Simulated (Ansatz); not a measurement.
## Cs: pressure against volume per atom

Results calculated with Ansatz 0.2.0, not measured. Periodic Kohn-Sham DFT of a crystal at fixed atoms; pressure and stress are positive in compression; the energy is the free energy less that of spherical unpolarised free atoms; site moments are those in the method's own spheres, positive along +z.

Cell of the first row (space group Im-3m, No. 229):
```
cell vectors (Å)
  -2.9608     2.9608     2.9608
   2.9608    -2.9608     2.9608
   2.9608     2.9608    -2.9608
atoms (fractions of the cell vectors)
Cs  0.00000  0.00000  0.00000
```

Settings of every row: method all-electron PAW; functional LDA; relativity scalar; k mesh 9x9x9; filling fermi-dirac; smearing width 0.05 eV; nucleus gaussian.

Atom start moment: 0 on all atoms.

Limits: no spin-orbit coupling on heavy atoms.

```
row  volume per atom (Å³)  pressure (GPa)
  1               103.821               ?
  2                106.03          -0.211
  3               108.239          -0.247
  4               109.344          -0.263
  5               110.448          -0.278
  6               111.553          -0.293
  7               112.657          -0.307
  8               114.866          -0.333
  9               117.075          -0.356
```

Question: what pressure should row 1 give?

Worked fit of pressure. Take u = (V_r/V)^(2/3) − 1 with V_r = 111 Å³ an atom, which is twice the finite (Eulerian) strain; such expansions in the strain, on which the Birch-Murnaghan equation of state is built, carry the rest volume and the bulk modulus. The shown rows have u = 0.03101, 0.01693, 0.01007, 0.00333, -0.00331, -0.00983, -0.02257, -0.0349. Least squares give pressure = −0.2858 + 2.22 × u + 6 × u² GPa; a straight line predicts inner rows, each left out in turn, worse (root mean square 0.0019 against 0.00034 GPa). The rows lie off it by 0.000, -0.001, 0.000, 0.000, 0.000, 0.000, 0.000, 0.000. The withheld row has u = 0.04558, so the fit gives −0.2858 + 2.22 × (0.04558) + 6 × (0.04558)² = -0.172 GPa.

The calculation gave -0.173 GPa. The fit lies 0.001 GPa (0.55 % of the column's range) above it, one unit of the last digit. This row lies beyond the range of the fit.
